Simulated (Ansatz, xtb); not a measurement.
Two isomers of C3H12GeN2

Structure I is `C[CH](C)[GeH]([NH2])[NH2]`, a singlet and structure II is `CCC[NH][GeH2][NH2]`, a singlet. Both are isolated molecules in the gas phase, relaxed with r2SCAN-D4/def2-SVP, each in the lowest conformer that the search found.

Quicker runs give these differences E(II) − E(I): GFN2-xTB −5.3 kcal/mol; HF/STO-3G +4.0 kcal/mol (at GFN2-xTB geometries); r2SCAN-D4/def2-SVP//GFN2-xTB +10.2 kcal/mol.

Problem. Estimate E(II) − E(I) at the level CCSD(T)/def2-SVP + ΔMP2/def2-TZVPP.

Solution. Calculated at CCSD(T)/def2-SVP + ΔMP2/def2-TZVPP: E(II) − E(I) = +14.6 kcal/mol, so structure I lies lower.

Level by level:

```json
{"level": "GFN2-xTB", "geometry": "GFN2-xTB", "E(II) − E(I) (kcal/mol)": "−5.3", "departure from the last row (kcal/mol)": "−19.8", "job, with rough time for the two": "optimisation, 0.31 s"}
{"level": "HF/STO-3G", "geometry": "GFN2-xTB", "E(II) − E(I) (kcal/mol)": "+4.0", "departure from the last row (kcal/mol)": "−10.5", "job, with rough time for the two": "single point, 0.52 s"}
{"level": "r2SCAN-D4/def2-SVP//GFN2-xTB", "geometry": "GFN2-xTB", "E(II) − E(I) (kcal/mol)": "+10.2", "departure from the last row (kcal/mol)": "−4.4", "job, with rough time for the two": "single point, 4.6 s"}
{"level": "r2SCAN-D4/def2-SVP", "geometry": "r2SCAN-D4/def2-SVP", "E(II) − E(I) (kcal/mol)": "+10.1", "departure from the last row (kcal/mol)": "−4.5", "job, with rough time for the two": "optimisation, 59 s"}
{"level": "HF/def2-SVP", "geometry": "r2SCAN-D4/def2-SVP", "E(II) − E(I) (kcal/mol)": "+7.7", "departure from the last row (kcal/mol)": "−6.9", "job, with rough time for the two": "part of the CCSD(T) run"}
{"level": "MP2/def2-SVP", "geometry": "r2SCAN-D4/def2-SVP", "E(II) − E(I) (kcal/mol)": "+10.7", "departure from the last row (kcal/mol)": "−3.9", "job, with rough time for the two": "part of the CCSD(T) run"}
{"level": "CCSD(T)/def2-SVP", "geometry": "r2SCAN-D4/def2-SVP", "E(II) − E(I) (kcal/mol)": "+9.3", "departure from the last row (kcal/mol)": "−5.3", "job, with rough time for the two": "single point"}
{"level": "CCSD(T)/def2-SVP + ΔMP2/def2-TZVPP", "geometry": "r2SCAN-D4/def2-SVP", "E(II) − E(I) (kcal/mol)": "+14.6", "departure from the last row (kcal/mol)": "", "job, with rough time for the two": "single point, 2.2 min"}
```

As drawn, II has 1 C–N, 1 Ge–H in place of 1 C–Ge, 1 N–H.

GFN2-xTB puts the two in the other order. The largest departure from CCSD(T)/def2-SVP + ΔMP2/def2-TZVPP is that of GFN2-xTB, 19.8 kcal/mol. The last row adds to CCSD(T) the change of the MP2 difference between the two basis sets, here +5.3 kcal/mol, a large step that makes the value less sure.

With thermal terms from frequencies at re-optimised GFN2-xTB minima (ideal gas, soft modes damped towards free rotors, one conformer each, 298.15 K, 1 atm): on the last row, ΔE + ΔZPE = +14.4, ΔH = +13.9, ΔG = +14.6 kcal/mol.

The correlated steps freeze 14 core orbitals; the filled d shell of Ge is correlated, in a basis made for valence electrons. Programs: Ansatz 0.2.0, xtb 6.7.1; the last row on 4 threads of Arm Neoverse V1 on a shared host.

The diaminogermane with its isopropyl group on germanium lies below the isomer with a propylated nitrogen, and thermal terms barely alter the gap. Both molecules keep two Ge–N bonds, so the preference comes mainly from the exchange of the other partners. Structure I pairs hydrogen with electronegative nitrogen in a strong, polar N–H bond and leaves carbon on germanium. Structure II gives up that N–H bond for a weaker C–N bond, and the gain from replacing Ge–C by Ge–H does not make up for it. The alkyl group also changes from branched to linear, so the difference isn't a pure bond-exchange energy.

Hartree–Fock in the small split-valence basis already favours I, which suggests that the order doesn't hinge on electron correlation. The reversed order from GFN2-xTB lies in its energy function rather than its structures, since r2SCAN-D4 gives nearly the same difference at either set of geometries; an imbalance in its parametrised bonds to germanium is a probable cause. The energies say nothing about how readily the isomers interconvert.
